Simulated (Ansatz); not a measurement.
CaZn3: energy above lowest point and pressure against volume scale

Results calculated with Ansatz 0.2.0, not measured. Free energy against uniform scaling of the volume at fixed shape and fractions; periodic cell, basis, potentials, k mesh and filling as listed.

The cell before it is scaled or strained (space group Pm-3m, No. 221):
```
cell vectors (Å)
   4.3492     0.0000     0.0000
   0.0000     4.3492     0.0000
   0.0000     0.0000     4.3492
atoms (fractions of the cell vectors)
Ca  0.00000  0.00000  0.00000
Zn  0.50000  0.50000  0.00000
Zn  0.50000  0.00000  0.50000
Zn  0.00000  0.50000  0.50000
```

Settings of every row: functional PBEsol; dispersion none; potentials PAW; wave cutoff 435.38 eV; density cutoff 1741.5 eV; k mesh 5x5x5; k shift 0x0x0; occupations methfessel paxton; smearing width 0.15 eV; spin none.

Limits: coarse k mesh, up to 40 meV an atom off; minimum outside the range; the cell comes from a prototype or a list of computed structures and needn't be the stable phase.

| row | volume scale | V (Å³/atom) | energy above lowest point (meV/atom) | pressure (GPa) |
| --- | --- | --- | --- | --- |
| 1 | 0.9406 | 19.345 | 0 | -0.89 |
| 2 | 0.9703 | 19.956 | ? | ? |
| 3 | 1 | 20.567 | 16.8 | -3.37 |
| 4 | 1.0297 | 21.178 | 31.5 | -4.31 |
| 5 | 1.0594 | 21.789 | 49.5 | -5.08 |

Question: what energy above lowest point and pressure should row 2 give?

Worked fit of energy above lowest point. Take u = (V_r/V)^(2/3) − 1 with V_r = 20.873 Å³ an atom, which is twice the finite (Eulerian) strain; such expansions in the strain, on which the Birch-Murnaghan equation of state is built, carry the rest volume and the bulk modulus. The shown rows have u = 0.05199, 0.00989, -0.00962, -0.02823. Least squares give energy above lowest point = 23.7 − 752.9 × u + 5710 × u² meV/atom; a straight line predicts inner rows, each left out in turn, worse (root mean square 5.6 against 0.049 meV/atom). All shown rows lie on it to the printed digit. The withheld row has u = 0.0304, so the fit gives 23.7 − 752.9 × (0.0304) + 5710 × (0.0304)² = 6.1 meV/atom.

The calculation gave 6 meV/atom. The fit lies 0.1 meV/atom (1.7 % of the value, 0.2 % of the column's range) above it, one unit of the last digit.

Worked fit of pressure. Take u = (V_r/V)^(2/3) − 1 with V_r = 20.873 Å³ an atom, which is twice the finite (Eulerian) strain; such expansions in the strain, on which the Birch-Murnaghan equation of state is built, carry the rest volume and the bulk modulus. The shown rows have u = 0.05199, 0.00989, -0.00962, -0.02823. Least squares give pressure = −3.863 + 48.07 × u + 175.4 × u² GPa; a straight line predicts inner rows, each left out in turn, worse (root mean square 0.17 against 0.0015 GPa). All shown rows lie on it to the printed digit. The withheld row has u = 0.0304, so the fit gives −3.863 + 48.07 × (0.0304) + 175.4 × (0.0304)² = -2.24 GPa.

The calculation gave -2.24 GPa. The fit meets it to the printed digit.
